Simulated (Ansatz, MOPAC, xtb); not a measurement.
SiS (SMILES [Si-]#[S+]): methods side by side

SiS, singlet, SMILES `[Si-]#[S+]`. Each level relaxes the structure for itself.

Quantity: the harmonic wavenumber, in cm⁻¹. The values are calculated.

The value from experiment is 750 cm⁻¹ (Huber and Herzberg, Constants of Diatomic Molecules). From what is known of these methods, estimate their order from the nearest to it to the farthest.
A. GFN1-xTB (xtb)
B. HF/STO-3G (Ansatz)
C. GFN2-xTB (xtb)
D. PBE/def2-SVP (Ansatz)
E. HF/6-311G** (Cartesian d past Ne) (Ansatz)

C (763 cm⁻¹, +13), D (726 cm⁻¹, -24), E (812 cm⁻¹, +62), A (862 cm⁻¹, +112), B (977 cm⁻¹, +227).

GFN2-xTB comes closest to the measured wavenumber at 763 cm⁻¹, and PBE is the only level that falls below it. The two Hartree-Fock results separate two effects. Going from the minimal to the larger, polarised basis lowers the value from 977 to 812 cm⁻¹, because the valence shells can then adapt to the bond. The excess that remains is characteristic of missing electron correlation: Hartree-Fock leaves the π* orbitals empty, whereas correlation mixes in configurations that occupy them and so softens the multiple bond. PBE's slightly low value fits the usual tendency of gradient-corrected functionals towards soft bonds, although its modest basis probably also contributes.

GFN2-xTB's lead over PBE is small and, for a single molecule, is no evidence of a better description of the bonding. Nor does a good stretching wavenumber validate the formal charges in the SMILES string, which run against electronegativity: sulfur is the negative end of the real molecule. The wavenumber probes only the curvature at the minimum, not the bond energy.
